**Question**

I have the photoionisation cross section and β of the M4 subshell of Te⁶⁺ from an independent-particle relativistic calculation.

Radial Dirac-Fock and Kohn-Sham solver 2: independent-particle photoionisation of the M4 subshell of Te6+ ([Kr] 4d10). Bound and continuum orbitals use the initial state's Dirac-Hartree-Slater potential with a Latter tail; the threshold is from Dirac-Fock Delta-SCF. The cross section includes all multipoles in the length form, beta the dipole term alone.

| photon energies (eV) | cross section (kb) | beta |
| --- | --- | --- |
| 693 | 1082 | 0.367 |
| 744 | 941.9 | 0.462 |
| 1254 | 270.5 | 1.118 |
| 1487 | 170.5 | 1.194 |
| 3940 | 8.490 | 1.134 |
| 4390 | 5.901 | 1.099 |
| 6000 | 1.997 | 0.986 |
| 6620 | 1.405 | 0.948 |
| 7660 | 0.8259 | 0.890 |
| 8048 | 0.6887 | 0.870 |
| 21400 | 0.01561 | n/a |
| 40000 | 0.001190 | n/a |
| 80000 | 6.611e-05 | n/a |
| 100000 | 2.616e-05 | n/a |
| 200000 | 1.614e-06 | n/a |

I wanted to interpolate the cross section with a power law, and the nonrelativistic high-energy exponent for a d shell is $-5.5$. On a log-log plot the curve never gets that steep and isn't straight. Is it a power law with another exponent, hydrogen-like behaviour with an effective charge, or something else? And why does β go up and come down again?

**Answer**

M4 is the core $3d_{3/2}$ subshell, holding four electrons, and the same run puts its threshold at $I = 669.58$ eV. That is the free ion; elemental Te lies near 580 eV (a rough recalled value). I write $\sigma$ for the cross section and $\omega$ for the photon energy; β fixes the dipole angular distribution $1+\beta P_2(\cos\theta)$ about the polarisation axis.

*Where $-5.5$ comes from.* In nonrelativistic dipole theory with a local potential $V(r)$, the identity $[H,[H,\mathbf r]]=\nabla V$ gives, in atomic units,

$$R_{l'}=\omega^{-2}\int u_{\epsilon l'}\,\frac{dV}{dr}\,u_{3d}\,dr,\qquad \sigma\propto\omega\,(2R_p^2+3R_f^2),$$

where $R_p$ and $R_f$ are the amplitudes into the p and f continua. The electron must shed recoil momentum to the ion, so absorption happens where the force is strong. An electron of wave number $k$ oscillates, and the integral cancels beyond a few times $1/k$; the f wave sets in near $r\approx 3/k$. If that region is small enough, $u_{3d}\propto r^3$, $dV/dr=Z/r^2$ and the continuum is a free wave of amplitude $k^{-1/2}$. The integral then scales as $k^{-5/2}$, and with $k^2\propto\omega$ one gets $\sigma\propto\omega\cdot\omega^{-4}\cdot\omega^{-5/2}=\omega^{-5.5}$.

*The power law.* The table rules it out. The slope between neighbouring rows runs from $-1.95$ at the bottom to $-4.17$ between 40 and 80 keV, then eases to $-4.02$. A least-squares line in $\ln\sigma$ against $\ln\omega$ through all fifteen rows has exponent $-3.63$, and it is 2.65 times the table at 693 eV, 0.56 times at 6620 eV and 2.08 times at 200 keV, while the entries are rounded to better than 0.05 %. Theory says why $-5.5$ is out of reach. A free wave requires $Z/k\ll1$, and nonrelativistically $Z/k=Z\alpha/(v/c)$ with $Z\alpha = 52/137 = 0.38$. The electron would need $v/c$ well above 0.38 while staying nonrelativistic, so for tellurium the window doesn't exist.

*One effective charge.* Coulomb distortion of the outgoing wave does bend the curve, so a hydrogen-like 3d electron is the natural next try. The threshold fixes its charge: $I=Z_{\rm eff}^2/18$ hartree, $I = 669.58/27.21 = 24.61$ hartree, $Z_{\rm eff}=\sqrt{18\times24.61}=21.05$. I integrated the nonrelativistic radial equation numerically for this potential, in the dipole approximation and with no other parameter. The slope steepens as it should, but it is too steep in every interval ($-3.47$ at the bottom), and $\sigma$ is 0.13 of the table at 693 eV and 0.012 at 8048 eV. Its β falls steadily from 1.17 to 0.36, with no maximum. A larger fitted charge would come closer in size at a few keV, but no single charge repairs the shape. The hydrogen-like curve depends on $\omega/Z_{\rm eff}^2$ only, up to a constant factor, so its slope starts near $-3.47$ at its own threshold and steepens, while the table runs from $-1.95$ to $-3.08$ below 3940 eV.

The binding energy is the wrong thing to read a charge from. It includes the repulsion of the outer $n=4$ electrons, which shifts the potential in the core almost uniformly, lowering $I$ without weakening the force. The charge is therefore underestimated and the orbital comes out too diffuse. The penalty is steep: near the nucleus $u_{3d}=c\,r^3$ with $c^2\propto Z^7$, and the squared force adds $Z^2$. In the free-wave limit, raising the charge from 21 to 30 would multiply $\sigma$ by $(30/21)^9\approx25$. That limit isn't reached here, so the factor only shows how sensitive $\sigma$ is to the charge; the actual deficit grows from a factor of 19 at 1487 eV to 85 at 8048 eV.

*A charge that depends on radius.* Take $V=-Z(r)/r$ with

$$Z(r)=7+\frac{45}{1+\eta d\,(e^{r/d}-1)},$$

running from 52 at the nucleus to the 7 seen by a departing electron. I tried two inner slopes, $\eta=4.6$ per bohr (a rough recalled rule; model S1) and 6.0 (S2), and tuned the range $d$ in each so that the 3d level equals $-I$. No cross section or β entered the tuning, and since $\eta$ and $d$ trade against each other neither means anything alone. The mean 3d radius shrinks from 0.50 bohr to about 0.3. As the energy rises the electron leaves from deeper in. The estimate $3/k$, 0.13 bohr at 8048 eV, uses the wave number far from the ion. At lower energies it overstates the radius, because the electron is much faster inside the ion and absorption stays within the 3d orbital. Across that region the charge in S1 grows from 26 at 0.2 bohr to 36 at 0.1 bohr. The tighter orbital and the growing force can both offset part of the decline and keep the slope shallower than in the one-charge model; the program doesn't separate the two.

Between 1254 and 8048 eV both versions give slopes within 0.1 of the table. They bracket the magnitude, S1 at 1.25 to 1.30 of the table and S2 at 0.87 to 0.79, so for these two shapes the threshold alone fixes the size only to within about 30 %. The calculation itself uses a screened central potential, so this agreement explains the table and is no test against nature.

*β.* With $a=R_p/R_f$ and $\Delta$ the f minus p phase, the Cooper-Zare formula for a d shell reads

$$\beta=\frac{2a^2+12-36\,a\cos\Delta}{5\,(2a^2+3)}.$$

Pure f gives 0.8 and pure p 0.2, so within this formula the values above 0.8, from 1254 eV up, need interference. At 1487 eV S1 has $a=0.157$ and $\cos\Delta=-0.928$, so $\beta=(0.049+12+5.245)/(5\times3.049)=1.134$, against 1.194 in the table. The p channel carries under 3 % of $\sigma$ in S1 throughout the β rows, yet it moves β by several tenths because it enters linearly. In S1 the ratio $a$ stays between 0.15 and 0.21 while $\cos\Delta$ swings from about $+0.9$ near threshold to $-0.93$ and back to $-0.07$ at 8048 eV, so the hump is a phase effect. These amplitudes and phases belong to the model, not to the run. In the free-wave limit $a=1/4$, $\Delta=0$ and $\beta=0.2$. Both screened models place the maximum in the 1487 eV row, as the table does, but both lie 0.05 to 0.09 below it from 3940 eV up; that two different shapes share the shortfall points to relativity rather than to the shape, though the program doesn't test this. Since β here is the dipole term alone, it doesn't describe the whole angular distribution at keV energies.

*Where the screened model fails.* At the two lowest rows, 23 and 74 eV above threshold, the shape matters qualitatively: S1 has $\sigma$ rising between them (slope $+0.89$) and S2 falling ($-2.13$). A slow f wave is sensitive to the outer potential, where $Z(r)$ competes with the centrifugal term. The table is also least trustworthy there, since coupling to the $3d_{5/2}$ channels and relaxation of the orbitals around the hole are left out.

At the top both models keep steepening, to $-4.86$, while the table levels off. From 8048 eV to 200 keV the model-to-table ratio drops by $1.27/0.368\approx3.5$ for S1 and $0.785/0.223\approx3.5$ for S2. The common factor points away from the screening shape, and S1's match at 40 keV is only a crossing. Over this range $v/c$ goes from 0.17 to 0.70. Theory attributes the excess to retardation and higher multipoles (photon over electron momentum is about $v/2c$), relativistic kinematics, and the p-like small component of $3d_{3/2}$, which has more weight near the nucleus. They need not share a sign, so the factor 3.5 is a net effect, and neither this curve nor the dipole models separate them. Above 20 keV the slope stays between $-4.0$ and $-4.2$, so a local power law interpolates fairly well there, but on this reading only because dipole steepening and these corrections nearly cancel.

*Neighbouring cases.* For a shell of angular momentum $l$ the same steps give $\omega^{-(l+7/2)}$, so s and p subshells fall more slowly and overtake 3d at high energy. A lighter atom has smaller $Z\alpha$ and comes closer to its asymptote, but for a 3d shell not very close. The hydrogen-like model with charge 21, about the lightest nucleus that holds a 3d electron, has reached only $-4.90$ between 21400 and 40000 eV, where $v/c$ is already 0.28 to 0.37. The $3d_{5/2}$ subshell should run nearly parallel at a few keV, about 6:4 higher, and lose ground at the top because its small component is f-like. The 4d shell of this ion shares the $r^3$ behaviour near the nucleus, but its radial node allows cancellation in $R_f$, a Cooper minimum, at low energy, if that point lies above the ion's 4d threshold. Neutral tellurium should differ mainly near threshold, where the weaker tail lets the centrifugal barrier delay the f wave.
